Second-order many-body perturbation energies of closed-shell Pd and its ions, computed with B-spline many-body code 1 on the Dirac-Hartree-Fock ground state (no-pair Dirac-Coulomb, all electrons). Partial waves are summed to l = 7 and extrapolated as (l+1/2)^-4; the energy per electron uses the extrapolated value. The nuclear rms radius is 4.5318 fm.

| species | Z | charge (e) | electrons | configuration | second order energy extrapolated (hartree) | second order energy summed (hartree) | direct part (hartree) | exchange part (hartree) | second-order energy per electron (eV) |
| --- | --- | --- | --- | --- | --- | --- | --- | --- | --- |
| Pd | 46 | 0 | 46 | [Kr] 4d10 | -2.658 | -2.592 | -3.556 | 0.9640 | -1.5725 |
| Pd10+ | 46 | 10 | 36 | [Ar] 3d10 4s2 4p6 | -2.047 | -2.003 | -2.780 | 0.7774 | -1.5475 |
| Pd16+ | 46 | 16 | 30 | [Ar] 3d10 4s2 | -1.714 | -1.677 | -2.340 | 0.6635 | -1.5550 |
| Pd18+ | 46 | 18 | 28 | [Ar] 3d10 | -1.563 | -1.527 | -2.130 | 0.6032 | -1.5187 |
| Pd24+ | 46 | 24 | 22 | [Ar] (3d3/2)4 | -1.192 | -1.175 | -1.661 | 0.4868 | -1.4743 |
| Pd28+ | 46 | 28 | 18 | [Ne] 3s2 3p6 | -1.010 | -1.001 | -1.481 | 0.4794 | -1.5273 |
| Pd32+ | 46 | 32 | 14 | [Ne] 3s2 (3p1/2)2 | -0.7311 | -0.7260 | -1.101 | 0.3753 | -1.4210 |
| Pd34+ | 46 | 34 | 12 | [Ne] 3s2 | -0.5840 | -0.5801 | -0.9140 | 0.3339 | -1.3244 |
| Pd36+ | 46 | 36 | 10 | [He] 2s2 2p6 | -0.4240 | -0.4205 | -0.6401 | 0.2196 | -1.1537 |
| Pd40+ | 46 | 40 | 6 | [He] 2s2 (2p1/2)2 | -0.3165 | -0.3156 | -0.4754 | 0.1597 | -1.4355 |
| Pd42+ | 46 | 42 | 4 | [He] 2s2 | -0.2768 | -0.2766 | -0.5331 | 0.2565 | -1.8832 |

## Correlation energy of palladium ions: which excitations are left open

Each row is second-order perturbation theory on one closed-shell Dirac-Hartree-Fock determinant with $N$ electrons:

$$E_2=-\sum_{a<b}\sum_{r<s}\frac{|\langle rs\|ab\rangle|^2}{\varepsilon_r+\varepsilon_s-\varepsilon_a-\varepsilon_b},$$

where $a,b$ are occupied orbitals, $r,s$ empty ones, $\varepsilon$ orbital energies, and the numerator is the antisymmetrised Coulomb repulsion. The direct and exchange parts add up to the summed energy, the extrapolated energy adds the tail of higher partial waves, and the last column divides it by $N$, core electrons included.

### Two limits

In a nearly hydrogenic ion lengths scale as $1/Z$, so a Coulomb matrix element scales as $Z$. If the pair must rise to a higher principal quantum number $n$, the gap scales as $Z^2$ and the pair energy is independent of $Z$ and of orbital size. The pair energies of the same calculation are in line with this: the 3d5/2–3d3/2 term of Pd18+, the same term in the neutral atom and the corresponding term of the far larger 4d shell there agree to within a tenth. The 4d shell of the neutral atom is not hydrogenic, so this is support and not a test of the scaling. Only electrons that share a region of space contribute much, which argues for a total that grows more slowly than the number of pairs.

In the other limit the pair finds empty orbitals of its own $n$. Without relativity these are degenerate for a bare nucleus, the gap comes from electron repulsion alone and scales as $Z$, and the term scales as $Z^2/Z=Z$. At $Z=46$ it can exceed an ordinary pair energy several times over, and it disappears when the empty orbitals are filled, since $r$ and $s$ run over empty orbitals only. The scalings are argued, for the series has a single $Z$; the switching-off can be seen.

### The breaks against smooth laws

The total grows in magnitude with $N$ in every step. A constant energy per electron fitted by least squares to the total energies of all eleven rows, which weights the large-$N$ rows most, gives −1.53 eV, and a power law on all rows returns an exponent of 1.00. Rows with 18 or more electrons lie within 4 % of the constant. Pd42+ is 23 % above it in magnitude, Pd36+ 25 % below and Pd34+ 14 % below, misfits of 0.05 to 0.14 hartree against a rounding of 0.0005 or less. The analysis printed after this section gives all residuals.

The size of a break depends on the baseline. A power law through the two rows whose $n$ shells are complete, Pd36+ and Pd18+, has exponent 1.27. These two rows fit by construction; Pd42+ now has twice the predicted energy and Pd28+ 13 % more, while neutral Pd has 9 % less than the law, which is a two-point extrapolation there. The change per added electron needs no baseline. It is −0.54 and −0.73 eV while 2p fills, −2.18 eV when 3s opens a new shell, −1.24 eV when 3d begins to fill and −2.05 eV for 4s. The steps span 2 to 10 electrons and are not an ionisation curve, but the three smallest fall where added electrons occupy the last empty $l$ of a shell. All three begin or end on a row that is closed only in jj coupling, a point taken up below. The rule is not clean: the step that completes 3d also fills the last $l$ of its shell, yet at −1.68 eV it is larger than the −1.51 eV of 4p.

### Pd42+: the 2s pair and the empty 2p shell

The 2s–2s pair supplies 79 % of the summed energy and the p wave 88 %. In Pd36+, with 2p full, the same pair gives −0.0132 instead of −0.2175 hartree, an excess of −0.204. The table alone shows less. Without relativity, exchange cancels half of the direct part for two electrons in one spatial orbital; the ratio is 0.481 in Pd42+ and under 0.37 in all other rows. This says that same-orbital pairs dominate (1s–1s and 2s–2s give 94 % of the summed energy), which four s electrons favour in any case, so the ratio does not single out the 2p excitation. The step to Pd40+ is the only one in which the direct part shrinks as electrons are added.

A model without fitted constants tests the reading $2s^2\to 2p^2$. With hydrogenic orbitals the coupling to the $^1S$ state of $2p^2$ is $V=G^1(2s,2p)/\sqrt3=0.0507\,Z$, where $G^1$ is the Slater exchange integral. The gap $2(\varepsilon_{2p}-\varepsilon_{2s})$, at first order in the repulsion and assuming that the empty 2p orbital feels all four electrons as in ordinary Hartree-Fock, is $0.4305\,Z$. The $^1S$ state is one third $(2p_{1/2})^2$ and two thirds $(2p_{3/2})^2$, and each 2p3/2 electron is raised by the Dirac splitting $\delta$, 8.02 hartree at $Z=46$. Then $V=2.33$, $V^2=5.44$, the gap is 19.8, and

$$E=-\frac{5.44/3}{19.8}-\frac{2\times5.44/3}{19.8+2\times8.02}=-0.092-0.101=-0.193\ \text{hartree}.$$

This is 6 % smaller than the excess; with $\delta=0$ it would be 35 % too large. Since the integrals are nonrelativistic and unscreened, and the excess is a difference between two ions, agreement this close is partly luck. The model also indicates what a neighbouring four-electron ion would do: the 2p1/2 part grows as $Z$, the 2p3/2 part is held back by a splitting that grows roughly as $Z^4$, and the sum hardly moves (−0.191 at $Z=44$).

Second order is least reliable in this row. The orbital gap is twice the separation of the two configurations, $0.2078\,Z$ in the model, because the empty orbital is repelled by both 2s electrons even though they are the ones being moved. Diagonalising the same three states lowers the energy 1.75 times as much as second order does. That is a model estimate, but it suggests that the true break is larger than the tabulated one.

Given the 2s–2s pair of Pd36+, Pd42+ would drop to −0.49 eV per electron, well under the −1.15 of Pd36+. The minimum at Pd36+ is therefore no anomaly: it is a small ion with few pairs and no open excitation within $n=2$. On this reading the exponent of 1.00 is partly a compensation, the extra terms lifting small ions that would otherwise fall below the line.

### Pd28+ and the heavier rows

Pd28+ repeats the effect one shell out. Its three 3p–3p terms total −0.369 hartree, 37 % of the summed energy. In Pd18+ none of them is among the fourteen largest pair terms, which bounds their sum at 0.105 in magnitude, so filling 3d removes at least 0.264 hartree. The d wave is 0.090 hartree larger in Pd28+ than in Pd18+, which has ten more electrons. Excitation $3p^2\to3d^2$, open only while 3d has room, would account for both facts. The row nonetheless sits on the constant-per-electron line: the break shows in the pairs and in the small step that follows. Ordinary excitations are blocked too. The two largest 2p terms go from −0.211 in Pd36+ to −0.179 in Pd28+ and −0.150 in Pd18+ as $n=3$ fills, though changed screening may share in this.

The large step at 4s is not confined to the new pair. Of the −0.150 hartree gained from Pd18+ to Pd16+, the 4s–4s pair gives 34 % and the 4s–3d5/2 term 37 %. That $3s^2\to3p^2$ drives the corresponding step to Pd34+ is inferred by analogy. In neutral Pd the 4f shell is empty, yet the largest 4d–4d terms are close to the 3d–3d ones. In the neutral atom screening puts 4f far above 4d, so no comparable excess from $4d^2\to4f^2$ is expected there.

Pd40+, Pd32+ and Pd24+ are closed only in jj coupling. How much this matters depends on the spin-orbit splitting. In Pd40+ the state $(2p_{3/2})^2$ lies about $2\delta$, some 16 hartree in the hydrogenic model, above $(2p_{1/2})^2$, many times the repulsion that couples them, so the determinant is nearly pure; the 3p splitting of Pd32+ is smaller but still outweighs the coupling. The 3d splitting is much weaker, so the determinant of Pd24+ may mix strongly with other $J=0$ states of $3d^4$, and its energy and the two steps that touch it deserve the most caution. All three rows keep open excitations into the empty upper-$j$ subshell, among them $(p_{1/2})^2\to(p_{3/2})^2$. In the model, filling 2p1/2 blocks about half of the 2s excess, which is consistent with the small step to Pd40+ but not proved by it.

### What is too small to interpret

The extrapolated tail is 0.039 eV per electron in Pd and 0.014 in Pd28+. The last increments fall faster than the assumed law, with a local exponent near 4.7; continuing that exponent cuts the tail of Pd from −0.066 to −0.051 hartree, about 0.01 eV per electron. That is one end of a range: the faster-converging parallel-spin terms fade at high $l$, so the exponent should drift back towards 4, and an incomplete radial basis would also steepen the last increments. Pd28+ exceeds Pd18+ by only 0.009 eV per electron, and by 0.029 without tails, so the order holds but the gap has no meaning. The Breit interaction and QED terms are left out and weigh most per electron at high charge, where the largest breaks lie.

Printed output of the fit:

```
A: E=c*N, c=-0.0563 Eh=-1.532 eV | B: power law all rows, exponent 1.000 | C: through Pd36+,Pd18+, exponent 1.267
rounding floor 0.0005 Eh (|E|>1), 0.00005 Eh (|E|<1); residual = table - model, negative = more correlation
ion N | resA resB resC [Eh] | resA resB resC [%] | step dE/dN [eV/e] | -exch/direct | tail, summed [eV/e]
Pd42+   4 | -0.052 -0.059 -0.144 | +23 +27 +108 | +nan | 0.481 | -0.001 -1.882
Pd40+   6 | +0.021 +0.010 -0.095 | -6 -3 +43 | -0.54 | 0.336 | -0.004 -1.431
Pd36+  10 | +0.139 +0.121 +0.000 | -25 -22 +0 | -0.73 | 0.343 | -0.010 -1.144
Pd34+  12 | +0.091 +0.070 -0.050 | -14 -11 +9 | -2.18 | 0.365 | -0.009 -1.315
Pd32+  14 | +0.057 +0.032 -0.082 | -7 -4 +13 | -2.00 | 0.341 | -0.010 -1.411
Pd28+  18 | +0.003 -0.030 -0.117 | -0 +3 +13 | -1.90 | 0.324 | -0.014 -1.513
Pd24+  22 | +0.046 +0.006 -0.041 | -4 -1 +4 | -1.24 | 0.293 | -0.021 -1.453
Pd18+  28 | +0.013 -0.038 +0.000 | -1 +2 +0 | -1.68 | 0.283 | -0.035 -1.484
Pd16+  30 | -0.025 -0.080 -0.008 | +1 +5 +0 | -2.05 | 0.284 | -0.034 -1.521
Pd10+  36 | -0.021 -0.086 +0.102 | +1 +4 -5 | -1.51 | 0.280 | -0.033 -1.514
Pd     46 | -0.069 -0.153 +0.274 | +3 +6 -9 | -1.66 | 0.271 | -0.039 -1.533
A: rms 0.062 Eh, worst in Eh Pd36+, worst in % Pd36+
B: rms 0.076 Eh, worst in Eh Pd, worst in % Pd42+
C: rms 0.113 Eh, worst in Eh Pd, worst in % Pd42+
mean step over series -1.54 eV/e; Pd42+ -> Pd40+: direct +0.0577, exchange -0.0968 Eh
Pd42+: 2s2s share 79%, p-wave share 88%, 2s2s ratio to Pd36+ 16.5, excess -0.2043 Eh
Pd42+ with the 2s2s pair of Pd36+: -0.0725 Eh = -0.49 eV/e (model C gives -0.133 Eh)
3p3p pairs Pd28+ -0.369 Eh (37%); Pd18+ not listed, |sum|<0.105; excess beyond -0.264 Eh
d wave Pd28+ minus Pd18+ -0.090, minus Pd36+ -0.411 Eh
two largest 2p pairs: Pd36+ -0.211, Pd28+ -0.179, Pd18+ -0.150 Eh
adding 4s2: summed -0.150 Eh; 4s4s 34%, 4s-3d5/2 37%; p wave -0.043, f wave -0.071 Eh
Pd28+ minus Pd18+ per electron: extrapolated -0.009, summed -0.029 eV
Pd: k/i 0.511 (law 0.564), local exponent 4.70; tail table -0.066, power 4 -0.066, local power -0.051 Eh
Pd18+: k/i 0.509 (law 0.564), local exponent 4.71; tail table -0.036, power 4 -0.036, local power -0.028 Eh
Pd28+: k/i 0.516 (law 0.564), local exponent 4.62; tail table -0.009, power 4 -0.009, local power -0.007 Eh
per unit Z: V 0.0507, orbital gap 2(e2p-e2s) 0.4305, configuration gap 2p2(1S)-2s2 0.2078 Eh
Z=46, 2p splitting 0.00 Eh: 2nd order -0.275 (p1/2 -0.092, p3/2 -0.183), vs excess +35%; 3-state diagonalisation -0.539, ratio 1.96
Z=46, 2p splitting 8.02 Eh: 2nd order -0.193 (p1/2 -0.092, p3/2 -0.101), vs excess -6%; 3-state diagonalisation -0.338, ratio 1.75
Z=44, 2p splitting 6.67 Eh: 2nd order -0.191 (p1/2 -0.088, p3/2 -0.103), vs excess -7%; 3-state diagonalisation -0.333, ratio 1.75
```
